Question

I pushed one atom of a copper crystal along a cube axis, kept everything else fixed, and recorded the energy, force and pressure at each step. The results at 0.54 Å are missing.

One atom of an 8-atom fcc Cu cell (conventional a = 3.615 Å, not relaxed) is moved along (0, 0, −1), all else fixed, in Ansatz 0.2.0 (plane-wave PAW, scalar-relativistic PBEsol, no spin polarisation). The cutoff is 420 eV, the k mesh 12×12×12 and the Gaussian smearing 0.15 eV. Free energies are relative to the undisturbed cell; pressure is positive in compression.

```
displacement (Å)  energy change (eV a cell)  force along direction (eV/Å summed over the moved atoms)  pressure (GPa)
           -0.60                      1.314                                                     4.846            1.32
           -0.36                      0.437                                                     2.552           -3.73
           -0.12                      0.046                                                     0.777           -6.17
               0                      0.000                                                     0.000           -6.46
            0.18                      0.105                                                    -1.184           -5.79
            0.24                      0.189                                                    -1.612           -5.26
            0.30                      0.299                                                    -2.066           -4.58
            0.42                      0.606                                                    -3.073           -2.73
            0.48                      0.807                                                    -3.630           -1.55
            0.54                          ?                                                         ?               ?
```

Can I fill the gap by treating the atom as a mass on a spring, or does it need something better? How far could I trust the filled-in numbers? The pressure also puzzles me. It is negative in most rows and positive at −0.60 Å, although I never changed the size of the cell. Does something happen to the crystal in between?

Answer

Start with a symmetry that brings the gap within reach. In the undisturbed crystal, every copper atom sits at a centre of inversion: whatever it sees in one direction, it sees in the opposite direction too. A push of +0.60 Å must therefore cost the same energy as one of −0.60 Å, with the force reversed. So the row at −0.60 Å is also a point on the far side of your gap, and 0.54 Å lies halfway between two known sizes of displacement. (Moving the atom lowers the symmetry of the crystal from cubic to tetragonal.)

The spring picture is a good first step. Call the displacement x and the force along the direction F. A perfect spring has the same ratio of force to displacement everywhere. Here the size of that ratio is 6.475 eV/Å² at −0.12 Å and 8.077 eV/Å² at −0.60 Å, and it grows with every step away from the site. The atom is held more stiffly the further it is pushed, so a plain spring will give too weak a force at 0.54 Å.

The geometry suggests why. The atom has twelve nearest neighbours at 2.56 Å. Pushed along a cube axis, it heads for a hole ringed by four of them. At 0.60 Å these four contacts have shrunk to 2.17 Å, while the four behind have stretched to 3.01 Å and the four at the sides have hardly changed.

The contacts behind have lengthened by slightly more than those in front have shortened, yet the well hardens. The standard explanation is that repulsion between atoms rises steeply as their electron clouds are squeezed together. The front contacts gain more repulsion than the rear ones lose, and this imbalance grows with the push. The table shows only the hardening, but the forces on the other atoms in the same run point to its source. In this small cell the four neighbours in front and the four behind are periodic images of the same four atoms. At −0.60 Å each of them feels 1.2005 eV/Å along the push, together 4.802 of the 4.846 eV/Å, and 1.7306 eV/Å sideways. The ratio of sideways to forward force is 1.44. A force along the front contact would give 1.50, and one along the rear contact 0.75. If the forces act roughly along the contacts, the squeezed front ones do nearly all the pushing.

Symmetry also tells us which formula to use. Reversing the displacement must reverse the force, so only odd powers of x can appear:

F = −(k x + b x³ + c x⁵)

Here k is the spring constant for very small displacements, and b and c describe the departure from a spring. A least-squares fit to the forces in the nine known rows gives k = 6.392 eV/Å², b = 5.78 eV/Å⁴ and c = −3.057 eV/Å⁶. I would read a physical meaning only into k, because b and c can partly make up for each other. Even k belongs to this particular cell: its periodic images move too, one atom in every eight, so it is neither the spring constant of a lone displaced atom nor a phonon frequency.

Now put x = 0.54 Å into the formula:

k x = 6.392 × 0.54 = 3.452 eV/Å
b x³ = 5.78 × 0.1575 = 0.910 eV/Å
c x⁵ = −3.057 × 0.0459 = −0.140 eV/Å
F = −(3.452 + 0.910 − 0.140) = −4.22 eV/Å

You can check this without any fit. The forces at 0.48 and 0.60 Å have sizes of 3.630 and 4.846 eV/Å, with a mean of 4.238. Because the force curve steepens, it runs slightly below the straight line between these two points. The force at the midpoint should therefore be a little weaker than the mean, as the formula says.

The energy change, E, is the work done against this force, which is the area under the force curve:

E = k x²/2 + b x⁴/4 + c x⁶/6

At 0.54 Å this gives about 1.042 eV. In the known rows, the energies agree with the work obtained from the forces to within a fraction of a millielectronvolt. That is a check on the numerical consistency of the calculation, not on the explanation of the hardening. It does mean that a good forecast of the force brings a good forecast of the energy with it.

The pressure needs one more idea. Pressure measures how the energy would change if the whole cell were made slightly larger or smaller, with every atom keeping its relative position. Your undisturbed cell is already at −6.46 GPa, and the minus sign means that it would like to shrink. The cell was not relaxed, and the functional used here is known to prefer a somewhat smaller copper lattice.

Displacing the atom adds an outward push to this inward pull. The squeezed contacts would be relieved if the cell grew, so the displacement energy falls with volume, and that is a positive contribution to the pressure. Since the energy grows roughly as x², the pressure should rise in roughly the same way. It must also be the same for both signs of x, so I fitted the nine known pressures by least squares with a constant, a square and a fourth power:

P = −6.465 + 20.77 x² + 2.383 x⁴

with P in GPa and x in Å. At 0.54 Å the outward push has almost, but not quite, cancelled the initial pull.

These are the forecasts for 0.54 Å:

Force along direction: about −4.22 eV/Å, within 0.01
Energy change: about 1.042 eV, within 0.003
Pressure: about −0.21 GPa, within 0.03, and so still just negative

I judged the ranges from the smooth run of the neighbouring rows and the rounding of the table, and made them wider than the errors of the fits. They cover the uncertainty of filling this gap, not the difference between the calculation and real copper.

The withheld rows as computed:

```
displacement (Å)  energy change (eV a cell)  force along direction (eV/Å summed over the moved atoms)  pressure (GPa)
            0.54                      1.042                                                    -4.222           -0.20
```

All three values fall within their ranges. The force and energy agree with the formulas to the digits quoted above. The pressure formula comes out lower than the computed value by less than 0.01 GPa, a miss of the size expected from fitting rounded pressures and stopping the series at the fourth power, and no sign of new physics.

The plain spring would have failed clearly. With the same k it gives −3.45 eV/Å, a force about 18 % weaker than the computed one. The x³ term repairs most of that: a separate fit with only x and x³ gives −4.21 eV/Å, which misses the computed force by 0.0125 eV/Å, just more than the 0.01 I had allowed. The missing row therefore confirms the hardening strongly but is only a mild test of the x⁵ term. The better case for that term is that it improves the fit across the known rows.

As for your pressure puzzle, nothing happens to the crystal. The fitted pressure passes through zero at about 0.55 Å, simply because the outward push there, averaged over the three axes, equals the pull that was present at the start. The cell is not free of stress at that point: at 0.54 Å the computed stress is already a compression of 0.40 GPa across the push but still a tension of 1.41 GPa along it, as one expects when the atom wedges the ring of four apart. In a cell relaxed to zero pressure, the same displacement would make the pressure positive from the first step. The place where the sign changes thus reflects the chosen cell size. It also depends on the absolute pressure, for which no test of the plane-wave cutoff is available here, and which was computed with PAW datasets made for PBE rather than PBEsol.

The rise in pressure is more informative than its sign, because it tells you how the spring would respond to a change of volume. Let D be the displacement energy, V the cell volume, and g the percentage by which D falls when V grows by 1 %. For small displacements, D = k x²/2, and the definition of pressure gives

rise in pressure = g D / V

The rise is 20.77 GPa for each Å² of x², which is 0.130 eV/Å⁵ because 1 eV/Å³ equals 160.2 GPa. The volume is 8 × 11.81 = 94.5 Å³. Then

g = 2 × 94.5 × 0.130 / 6.392 = 3.8

So 1 % more volume lowers the displacement energy by about 3.8 %. The displacement itself stretches with the cell, which on its own would raise x² by about two thirds of a per cent. The spring constant must therefore fall by about 4.5 %. This follows from the pressures at a single volume; repeating the scan in a slightly smaller cell would test it directly.

That has a practical consequence. Your cell is stretched, so the spring constant in the table is too soft for a relaxed crystal at the same level of theory. Set against the bulk modulus expected for copper, which was not computed here, a tension of 6.46 GPa suggests a relaxed volume some 4 % smaller, and the spring should then be stiffer by roughly a fifth. For a force constant to be used in further work, relax the cell first.

It also helps to know when the plain spring is enough. At −0.12 Å the ratio of force to displacement is only about 1 % above k. At −0.60 Å the spring misses about 21 % of the force but only 12 % of the energy, because the energy also counts the early, nearly springlike part of the path. Atoms in copper at room temperature typically move by roughly 0.1 Å, where the spring serves well. For an atom forced far from its site, it does not.

The same reasoning helps with a neighbouring scan, say along a face diagonal, straight towards one nearest neighbour. The cubic symmetry of the site makes the spring constant for very small displacements the same in every direction. Further out, however, the atom would meet that neighbour head-on instead of moving into a gap between four. I would expect stronger hardening there, though no row of this table tests it. In either direction, the initial stiffness belongs to the site, while the hardening depends on which contacts are being squeezed.
